Tersoff-Hamann STM of a Si(100) slab with a surface vacancy, calculated with Ansatz 0.2.0 (PBE, plane-wave PAW, no spin polarisation, 420 eV cutoff, 8 × 8 × 1 k mesh, 0.1 eV Gaussian smearing). Sample bias is measured from the Fermi level. Values refer to the plane 4 Å above the topmost nucleus, whose mean density is the constant-current set point for the corrugation.

```csv
bias (V),log10 mean density (log10 of e/angstrom^3),bright over dark,corrugation (Å),brightest over,apparent barrier at 4 angstrom (eV)
-2.000,-4.891,47.68,1.868,Si,6.446
-1.000,-4.965,60.54,2.183,Si,6.236
-0.500,-5.226,31.16,1.930,Si,5.825
-0.250,-5.462,32.28,1.868,Si,5.694
0.250,-5.504,12.65,1.331,Si,5.505
0.500,-5.116,12.84,1.242,Si,5.255
1.000,-5.071,10.89,1.116,Si,5.332
1.500,-4.971,12.76,1.216,Si,5.130
```

The summed signal hides its largest irregularity at a bias of 1 V. Mean density more than doubles between 0.25 and 0.5 V, but grows by only 11% from there to 1 V. The apparent barrier, which otherwise falls from each bias to the next higher one, rises at this point by 0.077 eV. That small rise is the trace of a much larger break, because each row contains all states between the Fermi level and the bias.

The model is a slab of Si(100) only six atomic planes thick, with one of the four top atoms of the cell removed and the upper half relaxed, treated with a gradient-corrected density functional. Its atoms have not paired into the dimers of the real surface, and the slab is metallic, so zero bias is the Fermi level. The lower face of the slab is bare as well; its states enter the state counts and help to set the Fermi level. The energies at which features appear therefore belong to this model surface and should not be read as a spectrum of a real wafer. What carries over is the way in which a state's energy and its pattern along the surface together set its reach into the vacuum.

**Why the trend should be smooth**

An electron state leaks out of the surface and fades with height. The higher its energy, the closer it lies to the vacuum level and the more slowly it fades. A second property matters as well: a wave that changes sign from place to place along the surface has kinetic energy of lateral motion. Less energy is then left for motion outward, and the state fades faster. The barrier $B$ felt by a state is therefore

$$B=\Phi-E+\frac{\hbar^2k^2}{2m},$$

where $\Phi$ is the work function, $E$ the energy above the Fermi level, $k$ the lateral wavevector and $m$ the electron mass. A state on a patterned surface mixes several lateral waves, so $k$ stands for an effective value at the chosen height. If the lateral term were similar for all states, $B$ would fall by 1 eV for each electronvolt of energy. That is the smooth pattern against which a break can be measured. The calculated work function of 5.02 eV fixes its level, apart from one common offset for the lateral term.

**Finding the break**

To compare states with this rule, the sums must first be taken apart. The difference between neighbouring rows is the density that one energy window adds. The decay rate of a summed density is the average of the decay rates of its parts, weighted by their densities, so the decay of each window follows too.

The window from 0.5 to 1 eV serves as the example. In units of $10^{-6}$ e/Å$^3$, the mean densities at its two ends are 7.656 and 8.492, so the window adds 0.836. With $\hbar^2/2m=3.81$ eV Å$^2$, the apparent barriers of 5.255 and 5.332 eV correspond to density decay rates $2\sqrt{B/3.81}$ of 2.349 and 2.366 per Å. The added states then decay at

$$\frac{8.492\times2.366-7.656\times2.349}{0.836}\approx2.52\ \text{Å}^{-1},$$

which corresponds to a barrier of $3.81\times(2.52/2)^2\approx6.05$ eV.

The smooth rule gives 4.9 eV for this window, the work function less the mid-window energy of 0.75 eV plus the common offset of 0.62 eV. The break is thus about 1.2 eV, some fifteen times the rise visible in the table. The densities calculated at 3 and 5 Å above the surface give nearly the same window barrier, so the result does not come from subtracting two similar numbers at one height.

The offset is the median over all eight windows, including the irregular one. Five windows lie within 0.2 eV of the resulting rule, while the two deepest filled windows lie 0.4 and 0.5 eV above it. A straight line fitted freely to the same eight windows has a slope of $-1.0\pm0.2$, close to the expected $-1$, and still leaves the irregular window about 1 eV too high. The printed analysis after this text lists every window.

**What makes these states fade so fast**

The next window, from 1 to 1.5 eV, provides a useful comparison. It has the same width and almost the same number of states, and both windows place about 32% of their weight on the bottom atomic plane. The irregular window even has the larger share on the top plane, 29% against 25%. Yet at 4 Å each of its states contributes, on average, only two fifths as much density. Neither a shortage of states nor their depth in the slab accounts for the weak signal.

The lateral term remains as the natural cause. The irregular window's barrier exceeds the work function less its energy by 1.8 eV. If this whole excess is lateral kinetic energy, it corresponds to a wavevector of $\sqrt{1.8/3.81}\approx0.69$ Å$^{-1}$. A wave that changes sign between neighbouring surface sites 3.84 Å apart has $\pi/3.84\approx0.82$ Å$^{-1}$. The excess is thus of the size expected for states that nearly alternate in sign from site to site.

The fast decay is a result of the calculation; the sign change is inferred from it, since the available densities do not record the sign of a wave. The inference also treats the potential a few ångströms outside the surface as equal to its vacuum value, which is only approximate. The exchange-correlation potential is known to be rough in such thin density. Because all windows feel the same potential, this fault is more likely to shift the common offset than to single out one window.

Faster decay also gives roughly the right loss of signal. Carried over the full 4 Å from the top atoms, the difference in decay would weaken the irregular window by a factor of 4.5 relative to the next one; the calculated factor per state is 2.5. Relative to the window just below, the same estimate gives 2.3 where the calculation gives 4.0. The estimate therefore comes within a factor of two each time, but it puts the larger loss against the wrong neighbour. The signal also depends on how strongly each state starts out at the surface, which the estimate leaves out.

**A second break, in the contrast**

The filled states show a different irregularity. The ratio of brightest to darkest point nearly doubles from $-0.5$ to $-1$ V, reaching 60.5, and falls again at $-2$ V. At the same time the brightest point moves from one silicon atom to another. The peak at $-1$ V is also present at 3 and 5 Å, so it does not depend on the chosen tip height.

Taking the sum apart again locates the cause. At $-0.5$ V no pair of points has a ratio above 31.2, so the states added between $-1$ and $-0.5$ eV must themselves have a ratio above 60.5 at the new pair of extreme points. They are also stronger over the newly brightest atom than over the one that was brightest before. The states below $-1$ eV are spread more evenly between the brightest and darkest points and dilute the contrast. Why the window between $-1$ and $-0.5$ eV favours that atom is not settled by the densities; its position relative to the vacancy is a plausible reason.

The two breaks show that contrast and decay carry different information. Contrast records where the density sits, whereas decay also depends on how the sign of the wave varies. A single wave that alternates in sign has dark lines where it passes through zero, but several such waves with their zeros in different places can together look fairly even and still fade quickly. The states between 0.5 and 1 eV fit this picture, though their signs were not seen: they lower the ratio of brightest to darkest point while raising the apparent barrier.

**What this means for reading an image**

In this calculation, about 90% of the mean density at 1 V comes from states already included at 0.5 V, since $7.656/8.492\approx0.90$. An image at the higher bias is therefore mostly a second view of the lower states, even though the window has doubled in width. Subtracting the two density maps at the same height would show the new states more directly. A real tip also bends the bands of silicon and changes the barrier with bias, neither of which is included here, so the percentage should not be carried over to an instrument.

The open question is which orbitals form the quickly fading window. Dangling bonds that alternate in sign between neighbouring atoms would fit, and so would orbitals lying in the surface plane and bridging between atoms. A map of the wavefunctions between 0.5 and 1 eV, with their signs, would distinguish the two.

Printed output of the fit:

```
Density added by each window (row named by its outer bias):
    row  middle in eV  added density in 1e-6 e/A3  states per cell  density per state in 1e-6 e/A3  top-plane share in percent
   -2.0          -1.5                       2.014            10.59                          0.1901                       17.88
   -1.0         -0.75                       4.896            7.281                          0.6725                        22.4
   -0.5        -0.375                       2.491            4.188                           0.595                        16.5
  -0.25        -0.125                       3.451            3.812                          0.9053                       21.19
   0.25         0.125                       3.133            2.344                           1.337                       24.91
    0.5         0.375                       4.523            3.281                           1.378                        31.4
    1.0          0.75                      0.8358            2.438                          0.3429                       29.34
    1.5          1.25                       2.199            2.531                          0.8686                        24.6
Barrier of each window in eV:
    row  window barrier  work function less energy  excess  miss of smooth model
   -2.0           7.636                      6.518   1.118                 0.501
   -1.0           6.754                      5.768  0.9857                0.3685
   -0.5           6.009                      5.393  0.6159              -0.00127
  -0.25           5.694                      5.143   0.551              -0.06621
   0.25           5.505                      4.893   0.612             -0.005205
    0.5           5.085                      4.643  0.4422                -0.175
    1.0           6.063                      4.268   1.795                 1.178
    1.5           4.386                      3.768  0.6185               0.00127
fit of wb on 8 rows: constant 5.859 +/- 0.17, coefficient of mid -1.027 +/- 0.21; rms 0.418, worst 1.0 -0.974, leave-one-out rms 0.561
Common offset of the smooth model in eV: 0.6172
Growth of mean density from 0.25 to 0.5 V in percent: 144.3
Growth of mean density from 0.5 to 1 V in percent: 10.92
Rise of the summed barrier from 0.5 to 1 V in eV: 0.077
Barrier of the 0.5 to 1 eV window from the planes at 3 and 5 angstrom in eV: 6.045
Density per state in the 1 to 1.5 eV window over that in the 0.5 to 1 eV window: 2.533
Density per state in the 0.25 to 0.5 eV window over that in the 0.5 to 1 eV window: 4.02
Crude factor from decay over 4 angstrom against the 1 to 1.5 eV window: 4.519
Crude factor from decay over 4 angstrom against the 0.25 to 0.5 eV window: 2.339
Effective lateral wavevector of the 0.5 to 1 eV window in 1/angstrom: 0.6865
Wavevector for signs alternating every 3.84 angstrom in 1/angstrom: 0.8181
Bright over dark at -1 V over that at -0.5 V: 1.943
```
